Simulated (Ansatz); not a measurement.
## A van 't Hoff estimate for GeH2Br2 + CHClF2 ⇌ GeH3Br + CBrClF2

Species: GeH2Br2 `[Br][GeH2][Br]`, singlet; CHClF2 (difluorochloromethane) `FC(F)Cl`, singlet; GeH3Br `[GeH3][Br]`, singlet; CBrClF2 `FC(F)(Cl)Br`, singlet. The partners trade Br for H: Ge–Br and C–H bonds give way to Ge–H and C–Br.

The electronic reaction energy at CCSD(T)/def2-TZVPP is +159.4 kJ/mol. Shapes: PBE0-D4/def2-TZVP. Programs: Ansatz 0.2.0. Enthalpy and entropy come from rigid-rotor, harmonic-oscillator sums on unscaled PBE0-D4/def2-TZVP wavenumbers, ideal gases at 1 bar. Symmetry numbers: GeH2Br2 2, CHClF2 1, GeH3Br 3, CBrClF2 1. R = 8.3145 J/(mol K).

| T (K) | ΔH (kJ/mol) | ΔS (J/(mol K)) |
| --- | --- | --- |
| 600 | +149.2 | -6.7 |
| 800 | +150.4 | -5.1 |
| 1000 | ? | ? |

Work out ln K at 600 and 800 K, and from these estimate it at 1000 K.


1. 600 K: ΔG = +149.2 − 600 × (-6.7)/1000 = +153.2 kJ/mol; ln K = −ΔG/RT = -30.71.
2. 800 K: ΔG = +150.4 − 800 × (-5.1)/1000 = +154.5 kJ/mol; ln K = −ΔG/RT = -23.23.
3. Slope against 1000/T: (-23.23 − (-30.71))/(1.2500 − 1.6667) = -17.95, that is −ΔH/R with ΔH near +149 kJ/mol.
4. 1000 K: ln K = -30.71 + (-17.95) × (1.0000 − 1.6667) = -18.74.

The full sums give ΔH = +151.3 kJ/mol, ΔS = -4.0 J/(mol K), ΔG = +155.3 kJ/mol and ln K = -18.68 at 1000 K, so the line is off by -0.06 in ln K; without rounding the miss is -0.03, from the change of ΔH with temperature. The reactants are favoured over this whole range. An error of 10 kJ/mol in the energy moves ln K by 1.2 at 1000 K. Soft modes are treated as harmonic, which can err either way at these temperatures; the lowest are those of GeH2Br2 (98 cm⁻¹), CBrClF2 (214 cm⁻¹). Relativity is left out for Br, Ge. Outer-core shells of Br, Ge are correlated, in sets that cover them unevenly.

The exchange is strongly uphill because bromine is better placed on germanium and hydrogen on carbon. Germanium is the more electropositive centre and forms a strong, polar bond to bromine, whereas the C–Br bond is comparatively weak, and the Ge–H bond gained does not make up for the C–H bond lost. Entropy hardly matters: two molecules give two molecules, and part of the small negative ΔS comes from the symmetry numbers. ΔG therefore rises slightly on heating, from +153.2 to +155.3 kJ/mol, even as ln K becomes less negative; the two agree, since the temperature dependence of K follows the sign of ΔH. The enthalpy lies below the electronic reaction energy probably because a stiff C–H oscillator is replaced by a softer Ge–H one, which lowers the zero-point energy. The preference for the reactants is far too large for the stated energy error to overturn. It concerns this exchange alone, however, and hot CHClF2 is known to lose HCl to give difluorocarbene, a channel outside this equilibrium.
